Au7+ is the row that breaks the pattern. In every other step down the table the spin-up 5d level falls further than it did in the step before, as suits an ion that is smaller and more highly charged. From Au6+ to Au7+ it falls by 0.604 hartree, less than the 0.609 of the previous step, while the 4d level keeps falling faster. The separation of the two levels therefore grows by 0.121 hartree where the step before gave 0.075. Three explanations are on offer for the column of separations and its break: a rising effective nuclear charge, the electrostatics of removing outer charge, and exchange between electrons of like spin.

Au and its ions to Au8+, computed with B-spline radial atomic code 1 using spin-polarised all-electron SCAN and the scalar-relativistic X2C Hamiltonian at the basis-set limit, with spherical fractional occupations and a Fermi nucleus of rms radius 5.437 fm. Orbital energies are eigenvalues; (nl)a+b means a spin-up and b spin-down electrons in the nl shell.

```tsv
species	Z	charge (e)	electrons	configuration	energy (4d up) (hartree)	energy (5d up) (hartree)	mean radius (4d up) (bohr)	mean radius (5d up) (bohr)	ε(5d up) − ε(4d up) (hartree)
Au	79	0	79	[Xe] 4f14 5d10 (6s)1+0	-12.105	-0.26080	0.45852	1.6374	11.8446
Au+	79	1	78	[Xe] 4f14 5d10	-12.414	-0.56823	0.45852	1.5687	11.8454
Au2+	79	2	77	[Xe] 4f14 (5d)5+4	-12.905	-1.0255	0.45854	1.4871	11.8793
Au3+	79	3	76	[Xe] 4f14 (5d)5+3	-13.455	-1.5304	0.45853	1.4243	11.9250
Au4+	79	4	75	[Xe] 4f14 (5d)5+2	-14.056	-2.0748	0.45851	1.3731	11.9812
Au5+	79	5	74	[Xe] 4f14 (5d)5+1	-14.700	-2.6533	0.45847	1.3296	12.0471
Au6+	79	6	73	[Xe] 4f14 (5d)5+0	-15.384	-3.2626	0.45842	1.2917	12.1217
Au7+	79	7	72	[Xe] 4f14 (5d)4+0	-16.109	-3.8663	0.45824	1.2593	12.2424
Au8+	79	8	71	[Xe] 4f14 (5d)3+0	-16.865	-4.4900	0.45802	1.2297	12.3748
```

The rows are free spherical ions in scalar-relativistic, spin-polarised SCAN. The symbol $\varepsilon$ is an orbital eigenvalue, the mean radius is $\langle r\rangle$ of that orbital, and the last column, here called the separation $\Delta = \varepsilon(5d\uparrow) - \varepsilon(4d\uparrow)$, is the distance between a deep level and a valence level of the same spin. It is not a HOMO–LUMO gap or an excitation energy. A step is the change from one row to the next; 4d energies to four decimals are taken as $\varepsilon(5d\uparrow) - \Delta$.

## The two ends of the table: a rising effective charge

The tempting picture is that each lost electron leaves the nucleus less screened, so that every shell is pulled inward and bound more tightly, the inner shell most. For a hydrogen-like orbital with effective charge $Z^*$, the energy goes as $Z^{*2}/n^2$ and the radius as $1/Z^*$, so $|\varepsilon|\,\langle r\rangle^2$ stays fixed. The picture gives the right sign: both levels fall and $\Delta$ grows in every step.

The radius columns refute it as a cause. From Au+ to Au8+ the 4d eigenvalue grows in magnitude by a factor of 1.359, which in this scaling needs the radius to shrink by 14%. The 4d radius shrinks by 0.11%, enough for only 0.22% in energy. The 5d shell does contract, by 21.6%, but that allows a factor of 1.63 in energy where the table has 7.90.

The size of the steps fails too. One $Z^*$ for both shells gives $\Delta = \tfrac12 Z^{*2}(1/16 - 1/25)$ hartree, and the Au+ separation fixes $Z^* = 32.4$. Raising $Z^*$ by one would add 0.741 hartree, against 0.0339 to 0.1324 for the steps that remove a 5d electron. A smaller rise does not rescue the picture: with one $Z^*$ the separation must grow by $1 - 16/25 = 0.36$ of the fall of 4d, and these steps give only 0.07 to 0.18. The 4d orbital moves by more than four hartree in energy and barely changes shape, so what it feels is a shift of the potential and almost no extra force.

## Au to Au+: charge taken from outside both shells

A spherical shell of charge exerts no force inside itself, but it raises the potential energy of an electron there by a constant. Taking that charge away lowers every level inside by the same amount and leaves the orbitals as they were, since a constant added to the potential changes no wavefunction. For one electron spread over radii $r'$, the potential energy felt at radius $r$ is the average of $1/\max(r,r')$: it equals $\langle 1/r'\rangle$ deep inside and becomes smaller where the two distributions overlap.

The first electron lost is the 6s, which lies mostly outside 5d as well as 4d. The two levels fall by 0.3074 and 0.3082 hartree, and $\Delta$ moves by 0.0008. The near equality fits the shell picture, but so close a match is probably a balance of small terms. The 5d–6s exchange of the neutral atom, $G^2/5 = 0.019$ hartree from the Slater integral of the same run, is already some twenty times the step. That overlap, exchange and the contraction of 5d happen to cancel here is an untested guess.

## Au+ to Au6+: spin-down 5d electrons leave

In this stretch the five spin-up 5d electrons stay and the spin-down ones go one at a time. Au3+ to Au5+ are thus high-spin free ions, unlike the low-spin gold(III) and gold(V) of compounds, and in Au2+ to Au5+ the highest occupied level is 5d down, not the tabulated 5d up.

The uniform shift can be tested with no fitted number. The potential energy that all electrons together set up at the nucleus is $V_0 = \sum_i \langle 1/r\rangle_i$, and each run yields it through the Lamb diamagnetic shielding $\sigma = \tfrac13\alpha^2 V_0$, with $\alpha = 1/137.036$ the fine-structure constant. From Au+ to Au2+, $\sigma$ goes from 11177.26 to 11168.59 ppm, a loss of 8.67 ppm, and

$$\delta V_0 = 3 \times 137.036^2 \times 8.67\times10^{-6} = 0.488\ \text{hartree}.$$

The 4d level falls by 0.491. Over the five steps of this stretch the fall of 4d stays within 0.7% of $\delta V_0$; the rounding of $\sigma$ accounts for about 0.1%. Over all eight steps the worst errors relative to $\delta V_0$ are −3.0% (to Au+) and −2.7% (to Au8+). A shortfall has the sign that theory gives, because outer orbitals have inner lobes that count fully at the nucleus and only partly at the 4d radius; the small excesses at Au2+ and Au3+ (+0.6% and +0.3%) lie outside that argument. Since $V_0$ comes from the same density as the eigenvalues, the test shows that the shift is uniform from the nucleus out to 4d within these errors. It does not show that the density is right. The averages also carry no picture-change correction; that matters most for the innermost orbitals, whose $\langle 1/r\rangle$ hardly changes from ion to ion.

Other levels of the same runs fill in the picture. From Au+ to Au4+ the 1s level falls by 1.643 hartree and 4d up by 1.642, equal within rounding. The 5p up level, much further out, goes from −2.578 to −4.207, a fall of 1.629, and 5d up falls by 1.507. Sharing space with the removed charge makes a level lag behind the deep ones, but overlap is not the whole account. The 5s up level falls by 1.650, slightly more than 1s, and 5s down by only 1.550, so the spin of the removed electron matters in the outer shells too. The growing separation is this lag of 5d behind a core that drops almost as a block.

With frozen orbitals the lag would be simple. A deep level falls by $\langle 1/r\rangle_{5d}$ and the 5d level by $F^0$, the average repulsion of two 5d electrons, which is smaller because $1/\max(r,r') \le 1/r'$. For Au+ these are 0.844 and 0.580 hartree, a difference of 0.264, which is 7.8 times the actual step to Au2+. The sign is right and the size is far off.

Relaxation is plain in the numbers. Removing an electron with $\langle 1/r\rangle = 0.844$ lowers $V_0$ by only 0.488, so the electrons that remain have given back about 0.36 hartree by moving inward; the shrinking 5d radius is the visible part of this. The 4d level falls by 0.58 of its frozen value and 5d by 0.79. Theory gives the reason for the unequal cut: charge that contracts raises the potential most in the region it encloses, so it compensates the core better than the shell itself. The step in $\Delta$ is then a small difference of two reduced quantities. It grows along the stretch, from 0.0339 to 0.0746, as the shell tightens and, by the same argument, fewer 5d electrons remain to relax.

No simple formula gives that size, but a description is needed to judge the next stretch. A least-squares line $a + b/\bar r$ through the five steps ending at Au2+ to Au6+, with $\bar r$ the mean of the 5d radii of the two ions, has $a = -0.2124$ hartree and $b = 0.3760$ hartree bohr, and meets each step within 0.0002, about twice the rounding. The two constants trade against each other over a narrow range of $1/\bar r$ and carry no separate meaning. Applied to the 6s removal, which was not fitted, the line gives 0.0221 against 0.0008, so it describes 5d removal only.

This stretch also decides one point about exchange. The spin-up 5d level keeps all its like-spin partners, yet $\Delta$ grows in each step. Loss of exchange partners is not needed for the trend.

## Au6+ to Au8+: spin-up 5d electrons leave

Electrons of like spin keep apart, so they repel each other less than electrons of opposite spin in the same shell. Removing a like-spin neighbour therefore relieves a 5d up electron of less repulsion than removing an opposite-spin one, and its level falls less. The 4d level, which overlaps the 5d shell little, cares much less which spin is taken. At Au6+ the spin-down shell is empty, and the next electron must be spin up.

Averaged over the orbitals of a d shell in Hartree–Fock theory, an antiparallel pair repels by $F^0$ and a parallel pair by $F^0 - J$, with $J = (F^2 + F^4)/14$ built from the higher Slater integrals. For Au+ the run gives $F^2 = 8.018$ eV and $F^4 = 5.256$ eV, so $J = 0.95$ eV or 0.0348 hartree. Such integrals scale roughly as the inverse size of the orbital. The step in $\Delta$ should then be the smooth step plus $J$ scaled to the radius of the ion.

For Au6+ to Au7+, a step outside the fit, $\bar r = (1.2917 + 1.2593)/2 = 1.2755$ bohr. The line gives $-0.2124 + 0.3760/1.2755 = 0.0824$ hartree. The table gives $12.2424 - 12.1217 = 0.1207$, an excess of 0.0383. The scaled exchange is $0.0348 \times 1.5687/1.2755 \approx 0.043$, so the excess is 0.89 of it. For Au8+, also outside the fit, the excess is 0.0427 and the ratio 0.97.

A break caused by a rising effective charge would have to appear in the core. The 4d radius does shrink faster here, by 0.00018 bohr after 0.00005. Even read hydrogenically this is worth only $2 \times (0.00018/0.458) \times 15.4 \approx 0.012$ hartree, a third of the excess, and the 4d energy shows far less. Separate lines in $1/\bar r$ through the falls of each level, on the same five steps, put 0.036 of the Au7+ excess on 5d falling less and 0.002 on 4d falling more. These single-level lines are less straight than the one for $\Delta$, so the split is rough, but the drop from 0.609 to 0.604 in the 5d fall needs no fit.

The earlier rows give a second check, because there the spin-down level is the one losing partners. Its height above 5d up grows by 0.032, 0.037, 0.043 and 0.050 hartree in the steps to Au2+ through Au5+, the same size as the excess seen later in the other spin. From Au+ to Au4+ the spin-down separation grows by 0.234 and the spin-up one by 0.136. The odd row is thus the point where the tabulated spin changes from spectator to donor.

The match to $J$ is one of size only. The ratio of that growth to scaled $J$ climbs from 0.90 to 1.24 as the spin-down shell empties, so a fixed exchange per pair fails by a quarter at the end. SCAN does not count pairs. A density-based exchange potential varies roughly as the cube root of the spin density, which changes faster per electron as the shell empties; that this, with the self-interaction of a fractionally filled spherical shell, produces the drift is plausible but untested.

## How far the numbers decide

Effective charge is excluded by the radii. Electrostatics with relaxation explains the fall of 4d and is the likely main source of the growing separation. Like-spin exchange adds to it: the two excesses make up 15% of the 0.529 hartree that $\Delta$ gains from Au+ to Au8+. The table shows that the break sits in 5d and coincides with the change of spin; naming exchange as its cause rests on theory, on two rows reached by a short extrapolation, and on the spin splittings. The remaining 85% is not proved to be purely electrostatic either, since the exchange and correlation felt by 5d up also change as the shell contracts.

The whole change from Au to Au8+ is 14.4 eV. The calculation has no spin–orbit coupling, which splits the 4d level of real gold by an amount comparable with this whole change and mixes the spins in 5d, so neither $\Delta$ nor the sharpness of its break maps directly onto a spectrum. The eigenvalues are not binding energies: for Au+ the highest level lies at 15.46 eV while the total-energy difference of the same calculation gives 21.14 eV for ionisation.

The same reasoning says what neighbouring series should do. Along an isoelectronic series, with 78 electrons and a growing nuclear charge, the added charge sits inside both shells and exerts a force, so 4d would contract and the separation would grow far faster; there the effective-charge picture has a real basis. A calculation with both spins held equal would share the exchange loss over all steps and show no break at the half-filled shell. In the ions of a 4d metal such as silver, stripped in the same high-spin order, the 3d–4d separation is expected to break in the step that follows $4d^5$, by an amount of the order of their own $J$.
